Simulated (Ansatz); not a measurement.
**A substitution series on Si: NH2 to Cl**

On one Si centre that keeps F, n of the NH2 ligands are replaced by Cl. The atomisation energy (no zero-point term) y in kJ/mol at CCSD(T)/CBS estimate. Shapes, held fixed at every level: PBE0-D4/def2-TZVP. Flexible molecules stand in one conformer, not always the lowest. Programs: Ansatz 0.2.0.

| molecule | n | y (kJ/mol) |
| --- | --- | --- |
| Si(NH2)3F | 0 | 4124 |
| Si(NH2)2ClF | 1 | 3371 |
| Si(NH2)Cl2F | 2 | ? |
| SiCl3F | 3 | 1813 |

Problem. Fit y = c + s·n to the known rows and predict Si(NH2)Cl2F.

Solution. 
1. Means of the 3 rows: n = 1.33333, y = 3102.7.
2. Σ(Δn)² = 4.6667, Σ(Δn·Δy) = -3600.7, so the slope is -3600.7/4.6667 = -771.57.
3. Intercept: 3102.7 − (-771.57) × 1.33333 = 4131.5. The largest residual of the fit is 11.
4. Si(NH2)Cl2F: 4131.5 + (-771.57) × 2 = 2588 kJ/mol.

The run gave 2592 kJ/mol, so the prediction is off by -4 kJ/mol, within the scatter of the fit. The steps per swap are -753, -779, -779 kJ/mol. The slope is the difference between a Si–Cl and a Si–NH2 bond with the ligands’ own bonds. Other levels give for Si(NH2)Cl2F: HF/def2-TZVPP 1841; BHLYP-D4/def2-TZVPP 2480; CCSD(T)/def2-TZVPP 2493 kJ/mol. Spin-orbit coupling of the free atoms (NH2 0, Cl 4 kJ/mol each; the atoms kept shift only the intercept) is left out. The CBS estimate extrapolates MP2 from def2-TZVPP and def2-QZVPP and adds CCSD(T) − MP2 in the triple-zeta set, cores frozen.

Each swap lowers the atomisation energy mainly because it removes two strong N–H bonds, not because Si–Cl is much weaker than Si–N. The fall towards SiCl3F is therefore largely a matter of bond count and says little about how firmly silicon holds its ligands, or about thermal stability or resistance to hydrolysis.

The near-constant steps show that the bond contributions are close to additive. The first replacement costs somewhat less than the later two, which suggests a small interaction among the ligands. Nitrogen lone-pair donation into Si–Cl and Si–F antibonding orbitals, crowding and amino-group orientation could all contribute, and the energies alone do not separate them.

The very low Hartree–Fock value reflects missing correlation, which is greater in the molecule, with its paired bonding electrons, than in the separated atoms. The remaining gap between CCSD(T)/def2-TZVPP and the CBS estimate shows how slowly that correlation energy converges with basis size. Comparing the Si–N and Si–Cl bond strengths directly would require the energy of the free NH2 radical.
